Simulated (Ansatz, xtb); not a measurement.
# Relative energy of two isomers of C2H10NSi+

Structure a: `C[NH2+][SiH2]C`, a singlet. Structure b: `CC[SiH2][NH3+]`, a singlet. Both are isolated ions in the gas phase, relaxed with PBE0-D3(BJ)/def2-SVP; the shapes shown needn't be the lowest conformers.

a (Å):

```xyz
14

C    -1.3419    1.6246    0.4654
C     1.1661   -0.5110    1.6274
N     0.0577    1.7642   -0.0237
Si    1.4285    1.2699    1.2150
H    -1.4651    2.2241    1.3764
H    -1.5417    0.5703    0.6924
H    -2.0458    1.9727   -0.3012
H     0.1750    1.2217   -0.8887
H     0.2242    2.7385   -0.3063
H     1.1759    2.2412    2.3065
H     2.6409    1.5813    0.4200
H     1.2093   -1.1554    0.7358
H     0.2202   -0.6855    2.1615
H     1.9817   -0.8297    2.2981
```

b (Å):

```
atom    x (Å)    y (Å)    z (Å)
   C   0.7391  -0.1307  -1.5109
   C   0.2900   0.4750  -0.1800
   N   2.8872   1.9427   0.1917
  Si   1.6419   0.7580   1.0567
   H   1.3903   0.5475  -2.0862
   H   1.2759  -1.0814  -1.3721
   H  -0.1304  -0.3394  -2.1500
   H  -0.4271  -0.1968   0.3278
   H  -0.2636   1.4197  -0.3239
   H   1.3026   1.5508   2.2624
   H   2.5338  -0.3940   1.3332
   H   3.2472   1.5450  -0.6848
   H   3.7044   2.1442   0.7812
   H   2.4652   2.8487  -0.0466
```

Estimate which is lower in electronic energy at CCSD(T)/def2-SVP + ΔMP2/def2-TZVPP, and by roughly how much.

The CCSD(T)/def2-SVP + ΔMP2/def2-TZVPP calculation puts structure b lower, by 1.11 kcal/mol.

Level by level:

| level | geometry | E(b) − E(a) (kcal/mol) | departure from the last row (kcal/mol) | job, with rough time for the two |
| --- | --- | --- | --- | --- |
| GFN2-xTB | GFN2-xTB | +4.42 | +5.54 | optimisation, 0.1 s |
| HF/STO-3G | GFN2-xTB | +2.58 | +3.69 | single point, 0.24 s |
| r2SCAN-D4/def2-SVP | GFN2-xTB | −1.13 | −0.02 | single point, 3.8 s |
| PBE0-D3(BJ)/def2-SVP | PBE0-D3(BJ)/def2-SVP | −1.52 | −0.41 | optimisation, 33 s |
| HF/def2-SVP | PBE0-D3(BJ)/def2-SVP | +0.03 | +1.15 | part of the CCSD(T) run |
| MP2/def2-SVP | PBE0-D3(BJ)/def2-SVP | −1.85 | −0.74 | part of the CCSD(T) run |
| CCSD(T)/def2-SVP | PBE0-D3(BJ)/def2-SVP | −1.20 | −0.09 | single point |
| CCSD(T)/def2-SVP + ΔMP2/def2-TZVPP | PBE0-D3(BJ)/def2-SVP | −1.11 |  | single point, 29 s |

As drawn, b has 1 C–C, 1 N–H in place of 1 C–N, 1 C–H.

GFN2-xTB, HF/STO-3G put the two in the other order. HF/def2-SVP finds them nearly level. The largest departure from CCSD(T)/def2-SVP + ΔMP2/def2-TZVPP is that of GFN2-xTB, 5.54 kcal/mol. The last row adds to CCSD(T) the change of the MP2 difference between the two basis sets, here +0.09 kcal/mol.

With harmonic frequencies from PBE0-D3(BJ)/def2-SVP (ideal gas, rigid rotor, one conformer each, 298.15 K, 1 atm): the zero-point term adds −0.05 kcal/mol; ΔH is −1.09 and ΔG −1.29 kcal/mol.

The correlated steps freeze 8 core orbitals. Codes used: Ansatz 0.2.0, xtb 6.7.1; the last row on 2 threads of Arm Neoverse V2 on a shared host.

Structure b is favoured only slightly, and the thermal terms leave that preference almost unchanged, with ΔG at −1.29 kcal/mol. The small gap probably reflects two opposing effects. Exchanging a C–N and a C–H bond for a C–C and an N–H bond is normally favourable in neutral molecules, which helps b. In a, however, the methyl group sits on the charged nitrogen, where its polarisability and electron release stabilise the cation better than hydrogen does. Viewed as amine adducts of silylium ions, a contains the more basic methylamine and b the ammonia, while the larger alkyl group on silicon in b recovers part of that advantage.

Electron correlation decides the order: Hartree–Fock in the same basis gives near-degeneracy, MP2 overshoots towards b, and CCSD(T) pulls back to −1.20 kcal/mol. The close agreement of r2SCAN-D4 may owe something to error cancellation, since its geometry differs. The small energy difference doesn't imply easy interconversion, which would require rearranging strong bonds.
